**A two-parameter rule for electric dipole lines of Se⁴⁺**

The table holds reduced dipole elements with and without core polarisation, wavelengths, rates and gf values for 25 lines of zinc-like Se⁴⁺, from relativistic CI+MBPT with Breit and QED terms, in length form with static RPA. The program tests D = √F·R, with F the LS angular factor and R a fitted constant c times the geometric mean of two Coulomb radii, plus a separate 4p–5s integral; four free radial integrals serve as the alternative. With c = 0.91 the fourteen fitted triplet elements are reproduced to 3.6% rms and their rates to 7%, relative to the table. The rule misses 4s4d ¹D₂ → 4s4p ¹P₁ by 26% and the 4p4d lines by up to 51% in the element, and free radial integrals do not repair these rows. The output also gives two worked rows, the size and sign of core polarisation, and checks on term purity and level labels.

Electric dipole lines of Se⁴⁺, two electrons outside a closed [Ar] 3d¹⁰ core, computed with B-spline many-body code 1 by CI+MBPT in the frozen-core Dirac-Hartree-Fock potential, with screened core-valence correlation, Breit and QED. Elements are in length form, with core polarisation from static RPA except in the column without it.

## Script

```python
# Table: E1 lines of Se4+ (B-spline code, CI+MBPT, Breit, QED, length form, static RPA).
# Tested: D = sqrt(F)*R, F = LS angular factor, R = c*sqrt(<r>a<r>b) from Coulomb radii
# (fitted: c and R(4p-5s)); alternative: four free radial integrals.
T = {
    'line_upper': ['4s4p 1P1', '4p2 3P1', '4s4d 3D1', '4p2 3P0', '4p2 3P1', '4s4d 3D1', '4s4d 3D2', '4s5s 3S1', '4p2 3P1', '4p2 3P2', '4s4d 3D2', '4s4d 3D3', '4s5s 3S1', '4s4d 1D2', '4s5s 1S0', '4p4d 3D1', '4p4d 1D2', '4p4d 3P2', '4p4d 3P0', '4p4d 3P1', '4p4d 3D3', '4p4d 3D2', '4s4f 3F2', '4s4f 3F3', '4s4f 3F4'],
    'line_lower': ['4s2 1S0', '4s4p 3P0', '4s4p 3P0', '4s4p 3P1', '4s4p 3P1', '4s4p 3P1', '4s4p 3P1', '4s4p 3P1', '4s4p 3P2', '4s4p 3P2', '4s4p 3P2', '4s4p 3P2', '4s4p 3P2', '4s4p 1P1', '4s4p 1P1', '4p2 3P0', '4p2 1D2', '4p2 3P1', '4p2 3P1', '4p2 3P1', '4p2 3P2', '4p2 3P2', '4s4d 3D1', '4s4d 3D2', '4s4d 3D3'],
    'line_reduced_element': [2.029, 1.221, 1.398, 1.212, 1.053, 1.217, 2.102, 0.8285, 1.35, 2.1, 1.233, 2.904, 1.112, 3.333, 0.8959, 2.014, 2.163, 2.313, 1.04, 1.598, 3.145, 2.18, 3.217, 4.087, 5.122],  # a.u.
    'line_without_core_polarisation': [2.167, 1.308, 1.465, 1.3, 1.128, 1.274, 2.202, 0.8092, 1.448, 2.25, 1.291, 3.04, 1.089, 3.503, 0.885, 2.112, 2.285, 2.424, 1.09, 1.676, 3.295, 2.285, 3.319, 4.222, 5.306],  # a.u.
    'line_wavelength': [75.98, 80.5, 59.66, 83.1, 81.55, 60.23, 60.15, 50.96, 84.01, 80.95, 61.49, 61.36, 51.91, 67.53, 61.38, 61.45, 66.62, 62.34, 61.19, 61.06, 62.73, 62.66, 86.91, 86.68, 86.13],  # nm
    'line_rate': [6340000000.0, 1930000000.0, 6220000000.0, 5190000000.0, 1380000000.0, 4570000000.0, 8230000000.0, 3500000000.0, 2080000000.0, 3370000000.0, 2650000000.0, 10560000000.0, 5970000000.0, 14620000000.0, 7030000000.0, 11810000000.0, 6410000000.0, 8950000000.0, 9560000000.0, 7580000000.0, 11600000000.0, 7830000000.0, 6390000000.0, 7430000000.0, 9240000000.0],  # s⁻¹
    'line_weighted_oscillator_strength': [1.646, 0.5622, 0.9951, 0.5373, 0.4131, 0.7463, 2.232, 0.4092, 0.6592, 1.654, 0.7514, 4.174, 0.7236, 4.997, 0.3972, 2.006, 2.133, 2.608, 0.5366, 1.271, 4.79, 2.304, 3.618, 5.854, 9.252],
}
import numpy as np
from scipy.constants import physical_constants as pc, alpha
from sympy.physics.wigner import wigner_6j as w6
up, lo = T['line_upper'], T['line_lower']
g = lambda k: np.array(T[k], float)
D, D0, lam = g('line_reduced_element'), g('line_without_core_polarisation'), g('line_wavelength')
A, gf = g('line_rate'), g('line_weighted_oscillator_strength')
# (spectator l, l lower, l upper, equivalent-electron factor, jump)
jm = {('4s4p','4s2'):(0,0,1,2,'sp'), ('4p2','4s4p'):(1,0,1,2,'sp'), ('4s4d','4s4p'):(0,1,2,1,'pd'),
      ('4s5s','4s4p'):(0,1,0,1,'p5s'), ('4p4d','4p2'):(1,1,2,2,'pd'), ('4s4f','4s4d'):(0,2,3,1,'df')}
def P(s):
    c, t = s.split(); return c, (int(t[0])-1)//2, 'SPDF'.index(t[1]), int(t[2])
def ang(u, l):
    cu, S, Lu, Ju = P(u); cl, _, Ll, Jl = P(l); ls, a, b, q, _ = jm[(cu, cl)]
    return float((2*Ju+1)*(2*Jl+1)*w6(Ll,Jl,S,Ju,Lu,1)**2*(2*Lu+1)*(2*Ll+1)*w6(a,Ll,ls,Lu,b,1)**2*max(a,b)*q)
F = np.array([ang(u, l) for u, l in zip(up, lo)])
k = np.array([jm[(P(u)[0], P(l)[0])][4] for u, l in zip(up, lo)])
gu = np.array([2*P(u)[3]+1 for u in up])
ix = lambda u, l: [i for i in range(len(up)) if up[i] == u and lo[i] == l][0]
fit = np.array([P(u)[1] == 1 and P(u)[0] != '4p4d' and u != '4p2 3P2' for u in up])
Ry = pc['Rydberg constant'][0]/100; w = 1e7/(2*Ry)
cA = 4/3*alpha**3*w**3/pc['atomic unit of time'][0]; cf = 2/3*w
eA = abs(cA*D**2/(gu*lam**3)/A-1).max()*100; ef = abs(cf*D**2/lam/gf-1).max()*100
print(f"A={cA:.4e} S/(g lam^3) 1/s, gf={cf:.2f} S/lam (nm); identity max dev A {eA:.2f}%, gf {ef:.2f}%")
print(f"rounding floor: D up to {(0.0005/D[D>1]).max()*100:.2f}%, A up to {(5e6/A).max()*100:.2f}%")
# typed from further outputs of the same run: ionisation energy (eV), levels (1/cm), purity
IE = 67.5302*pc['electron volt-inverse meter relationship'][0]/100
p0, p1, p2, d1, d2, d3, pur = 89521.7, 91119.7, 94721.3, 257143., 257359., 257692., 0.797
f4 = d3+1e7/lam[ix('4s4f 3F4','4s4d 3D3')]; f2 = d1+1e7/lam[ix('4s4f 3F2','4s4d 3D1')]
E = {'4s':(0,0), '4p':((p0+3*p1+5*p2)/9,1), '4d':(d2,2), '4f':(f4,3), '5s':(p1+1e7/lam[ix('4s5s 3S1','4s4p 3P1')],0)}
nu = {o: 5*np.sqrt(Ry/(IE-e)) for o, (e, l) in E.items()}
r = {o: (3*nu[o]**2-l*(l+1))/10 for o, (e, l) in E.items()}
print("binding 1/cm, nu, <r> bohr: "+"; ".join(f"{o} {IE-E[o][0]:.0f} {nu[o]:.2f} {r[o]:.2f}" for o in E))
G = {j: np.sqrt(r[a]*r[b]) for j, a, b in [('sp','4s','4p'),('pd','4p','4d'),('df','4d','4f'),('p5s','4p','5s')]}
gm = lambda x: np.exp(np.log(x).mean())
R = {j: gm((D/np.sqrt(F))[fit & (k == j)]) for j in G}
cp = (D/D0-1)*100
for j in G:
    R0 = gm((D0/np.sqrt(F))[fit & (k == j)])
    print(f"{j}: root {G[j]:.3f}, R fit {R[j]:.3f}, unpolarised {R0:.3f} bohr, R/root {R[j]/G[j]:.3f}, {R0/G[j]:.3f}; core pol {cp[k==j].min():+.1f}..{cp[k==j].max():+.1f}%")
Gk = np.array([G[j] for j in k]); c = gm((D/np.sqrt(F)/Gk)[fit & (k != 'p5s')])
M = np.sqrt(F)*np.where(k == 'p5s', R['p5s'], c*Gk); M4 = np.sqrt(F)*np.array([R[j] for j in k])
e1, e4, eR = (M/D-1)*100, (M4/D-1)*100, (cA*M**2/(gu*lam**3)/A-1)*100
print(f"c={c:.3f}; rows (*=fitted): F, D table, D rule (a.u.), err D %, err D four-R %, err rate %")
for i in range(len(up)):
    print(f"{'*' if fit[i] else ' '}{up[i]}-{lo[i]}: {F[i]:.3f} {D[i]:.3f} {M[i]:.3f} {e1[i]:+.1f} {e4[i]:+.1f} {eR[i]:+.0f}")
pd = np.array([u.startswith('4p4d') for u in up])
for n, m in [('fitted', fit), ('4p4d', pd), ('other unfitted', ~fit & ~pd)]:
    s = lambda x: f"{np.sqrt((x[m]**2).mean()):.1f}/{abs(x[m]).max():.1f}"
    print(f"{n} n={m.sum()} rms/max %: D {s(e1)}, D four-R {s(e4)}, rate {s(eR)}")
for u, l in [('4s4d 3D3','4s4p 3P2'), ('4s4p 1P1','4s2 1S0')]:
    i = ix(u, l); S = M[i]**2
    print(f"worked {u}: R {c*Gk[i]:.3f}, S {S:.2f} vs {D[i]**2:.2f}, A {cA*S/(gu[i]*lam[i]**3):.3e} vs {A[i]:.3e}, gf {cf*S/lam[i]:.3f} vs {gf[i]:.3f}")
i = ix('4p2 3P2','4s4p 3P2')
print(f"4p2 3P2: S/S(LS,four-R) {(D[i]/M4[i])**2:.3f}, purity {pur}; err D with purity {(M4[i]*pur**.5/D[i]-1)*100:+.1f}%")
for u, v, l in [('4p4d 3P2','4p4d 3D2','4p2 3P1'), ('4p4d 3D2','4p4d 3P2','4p2 3P2')]:
    i = ix(u, l); print(f"{u}-{l}: S/S(LS) {(D[i]/M4[i])**2:.2f}; relabelled {v}: {D[i]**2/(ang(v,l)*R['pd']**2):.2f}")
i = ix('4s4d 1D2','4s4p 1P1'); So = ang('4p2 1D2','4s4p 1P1')*R['sp']**2
print(f"1D2-1P1: S {D[i]**2:.2f}, LS {M4[i]**2:.2f}, ratio {(D[i]/M4[i])**2:.2f}; LS 4p2 1D2 {So:.2f}, sum {So+M4[i]**2:.2f}")
print(f"derived 4s4f 3F4-3F2 {f4-f2:.0f} 1/cm; 4s4d 3D3-3D1 {d3-d1:.0f} 1/cm")
assert (cp[k == 'p5s'] > 0).all() and (cp[k != 'p5s'] < 0).all()
assert 0.8 < c < 1 and R['p5s']/G['p5s'] < 0.5
assert abs(e4[fit]).max() < 8 and eA < 1
assert 1.5*M4[i]**2 < D[i]**2 < So+M4[i]**2
```

Printed output:

```
A=2.0261e+15 S/(g lam^3) 1/s, gf=30.38 S/lam (nm); identity max dev A 0.19%, gf 0.09%
rounding floor: D up to 0.05%, A up to 0.36%
binding 1/cm, nu, <r> bohr: 4s 544668 2.24 1.51; 4p 451725 2.46 1.62; 4d 287309 3.09 2.26; 4f 170872 4.01 3.62; 5s 257316 3.27 3.20
sp: root 1.566, R fit 1.487, unpolarised 1.594 bohr, R/root 0.950, 1.018; core pol -6.8..-6.4%
pd: root 1.917, R fit 1.726, unpolarised 1.807 bohr, R/root 0.900, 0.943; core pol -5.3..-4.5%
df: root 2.862, R fit 2.501, unpolarised 2.585 bohr, R/root 0.874, 0.903; core pol -3.5..-3.1%
p5s: root 2.278, R fit 0.845, unpolarised 0.826 bohr, R/root 0.371, 0.363; core pol +1.2..+2.4%
c=0.910; rows (*=fitted): F, D table, D rule (a.u.), err D %, err D four-R %, err rate %
 4s4p 1P1-4s2 1S0: 2.000 2.029 2.014 -0.7 +3.6 -1
*4p2 3P1-4s4p 3P0: 0.667 1.221 1.163 -4.8 -0.6 -9
*4s4d 3D1-4s4p 3P0: 0.667 1.398 1.424 +1.8 +0.8 +4
*4p2 3P0-4s4p 3P1: 0.667 1.212 1.163 -4.0 +0.2 -8
*4p2 3P1-4s4p 3P1: 0.500 1.053 1.007 -4.4 -0.1 -8
*4s4d 3D1-4s4p 3P1: 0.500 1.217 1.233 +1.3 +0.3 +3
*4s4d 3D2-4s4p 3P1: 1.500 2.102 2.136 +1.6 +0.5 +3
*4s5s 3S1-4s4p 3P1: 1.000 0.829 0.845 +2.0 +2.0 +4
*4p2 3P1-4s4p 3P2: 0.833 1.350 1.300 -3.7 +0.5 -7
 4p2 3P2-4s4p 3P2: 2.500 2.100 2.252 +7.2 +12.0 +15
*4s4d 3D2-4s4p 3P2: 0.500 1.233 1.233 -0.0 -1.0 -0
*4s4d 3D3-4s4p 3P2: 2.800 2.904 2.918 +0.5 -0.6 +1
*4s5s 3S1-4s4p 3P2: 1.667 1.112 1.091 -1.9 -1.9 -4
 4s4d 1D2-4s4p 1P1: 2.000 3.333 2.466 -26.0 -26.8 -45
 4s5s 1S0-4s4p 1P1: 1.000 0.896 0.845 -5.7 -5.7 -11
 4p4d 3D1-4p2 3P0: 1.000 2.014 1.744 -13.4 -14.3 -25
 4p4d 1D2-4p2 1D2: 1.000 2.163 1.744 -19.4 -20.2 -35
 4p4d 3P2-4p2 3P1: 0.417 2.313 1.126 -51.3 -51.8 -76
 4p4d 3P0-4p2 3P1: 0.333 1.040 1.007 -3.2 -4.2 -6
 4p4d 3P1-4p2 3P1: 0.250 1.598 0.872 -45.4 -46.0 -70
 4p4d 3D3-4p2 3P2: 4.200 3.145 3.573 +13.6 +12.5 +29
 4p4d 3D2-4p2 3P2: 0.750 2.180 1.510 -30.7 -31.4 -52
*4s4f 3F2-4s4d 3D1: 1.800 3.217 3.493 +8.6 +4.3 +18
*4s4f 3F3-4s4d 3D2: 2.667 4.087 4.252 +4.0 -0.1 +8
*4s4f 3F4-4s4d 3D3: 3.857 5.122 5.114 -0.2 -4.1 -0
fitted n=14 rms/max %: D 3.6/8.6, D four-R 1.8/4.3, rate 7.2/17.9
4p4d n=7 rms/max %: D 30.2/51.3, D four-R 30.7/51.8, rate 48.1/76.3
other unfitted n=4 rms/max %: D 13.8/26.0, D four-R 15.0/26.8, rate 24.5/45.3
worked 4s4d 3D3: R 1.744, S 8.51 vs 8.43, A 1.067e+10 vs 1.056e+10, gf 4.214 vs 4.174
worked 4s4p 1P1: R 1.424, S 4.06 vs 4.12, A 6.247e+09 vs 6.340e+09, gf 1.622 vs 1.646
4p2 3P2: S/S(LS,four-R) 0.798, purity 0.797; err D with purity -0.1%
4p4d 3P2-4p2 3P1: S/S(LS) 4.31; relabelled 4p4d 3D2: 0.80
4p4d 3D2-4p2 3P2: S/S(LS) 2.13; relabelled 4p4d 3P2: 1.28
1D2-1P1: S 11.11, LS 5.96, ratio 1.87; LS 4p2 1D2 7.37, sum 13.33
derived 4s4f 3F4-3F2 1591 1/cm; 4s4d 3D3-3D1 549 1/cm
```
